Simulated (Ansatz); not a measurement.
## A series in volume scale on MoS2

Free energy against uniform scaling of the volume at fixed shape and fractions; periodic cell, basis, potentials, k mesh and filling as listed. The results are calculated, by Ansatz 0.2.0.

The cell before it is scaled or strained (space group P6_3/mmc, No. 194):
```
cell vectors (Å)
   3.1690     0.0000     0.0000
  -1.5845     2.7444     0.0000
   0.0000     0.0000    12.3240
atoms (fractions of the cell vectors)
Mo  0.33333  0.66667  0.25000
Mo  0.66667  0.33333  0.75000
S   0.33333  0.66667  0.62300
S   0.66667  0.33333  0.12300
S   0.33333  0.66667  0.87700
S   0.66667  0.33333  0.37700
```

Settings of every row: functional PBE; dispersion none; potentials PAW; wave cutoff 500 eV; density cutoff 2000 eV; k mesh 8x8x2; k shift 0x0x0; occupations fermi dirac; smearing width 0.1 eV; spin none.

Limits: a layered crystal: even scaling strains the bonds within the layers, so this curve is stiffer than the crystal under pressure.

| row | volume scale | V (Å³/atom) | pressure (GPa) | energy above lowest point (meV/atom) |
| --- | --- | --- | --- | --- |
| 1 | 0.9 | 16.077 | 22.1 | 124.8 |
| 2 | 0.925 | 16.524 | 16.02 | 71.9 |
| 3 | 0.95 | 16.97 | 10.71 | 34.8 |
| 4 | 0.975 | 17.417 | 6.06 | 11.6 |
| 5 | 1 | 17.864 | ? | ? |
| 6 | 1.025 | 18.31 | -1.57 | 0 |
| 7 | 1.05 | 18.757 | -4.68 | 8.8 |
| 8 | 1.075 | 19.203 | -7.4 | 25.7 |
| 9 | 1.1 | 19.65 | -9.77 | 49.7 |

Question: what pressure and energy above lowest point should row 5 give?

Worked fit of pressure. Take u = (V_r/V)^(2/3) − 1 with V_r = 17.864 Å³ an atom, which is twice the finite (Eulerian) strain; such expansions in the strain, on which the Birch-Murnaghan equation of state is built, carry the rest volume and the bulk modulus. The shown rows have u = 0.07279, 0.05336, 0.03482, 0.01704, -0.01631, -0.032, -0.04704, -0.06155. Least squares give pressure = 1.986 + 228.12 × u + 630 × u² + 444 × u³ GPa; a parabola predicts inner rows, each left out in turn, worse (root mean square 0.034 against 0.0034 GPa). All shown rows lie on it to the printed digit. The pressure vanishes at u = -0.0089, or V = 18.11 Å³ an atom, and there the bulk modulus at fixed shape and fractions is B = −V dP/dV = (2/3)(1 + u) dP/du = 143 GPa. Letting shape and atoms relax would as a rule lower it, by much in layered, chain or molecular crystals. The withheld row has u = 0, so the fit gives 1.986 + 228.12 × (0) + 630 × (0)² + 444 × (0)³ = 1.99 GPa.

The calculation gave 1.99 GPa. The fit meets it to the printed digit.

Worked fit of energy above lowest point. Take u = (V_r/V)^(2/3) − 1 with V_r = 17.864 Å³ an atom, which is twice the finite (Eulerian) strain; such expansions in the strain, on which the Birch-Murnaghan equation of state is built, carry the rest volume and the bulk modulus. The shown rows have u = 0.07279, 0.05336, 0.03482, 0.01704, -0.01631, -0.032, -0.04704, -0.06155. Least squares give energy above lowest point = 0.5 + 333 × u + 18624 × u² + 3628 × u³ meV/atom; a parabola predicts inner rows, each left out in turn, worse (root mean square 0.28 against 0.043 meV/atom). The rows lie off it by 0.0, 0.1, 0.0, 0.0, 0.0, 0.0, 0.0, 0.0. Its lowest point lies at u = -0.0090, or V = 18.11 Å³ an atom, and the curvature there gives the bulk modulus at fixed shape and fractions, B = (4/9)(1 + u)² E″(u)/V = 143 GPa. Letting shape and atoms relax would as a rule lower it, by much in layered, chain or molecular crystals. The withheld row has u = 0, so the fit gives 0.5 + 333 × (0) + 18624 × (0)² + 3628 × (0)³ = 0.5 meV/atom.

The calculation gave 0.5 meV/atom. The fit meets it to the printed digit.
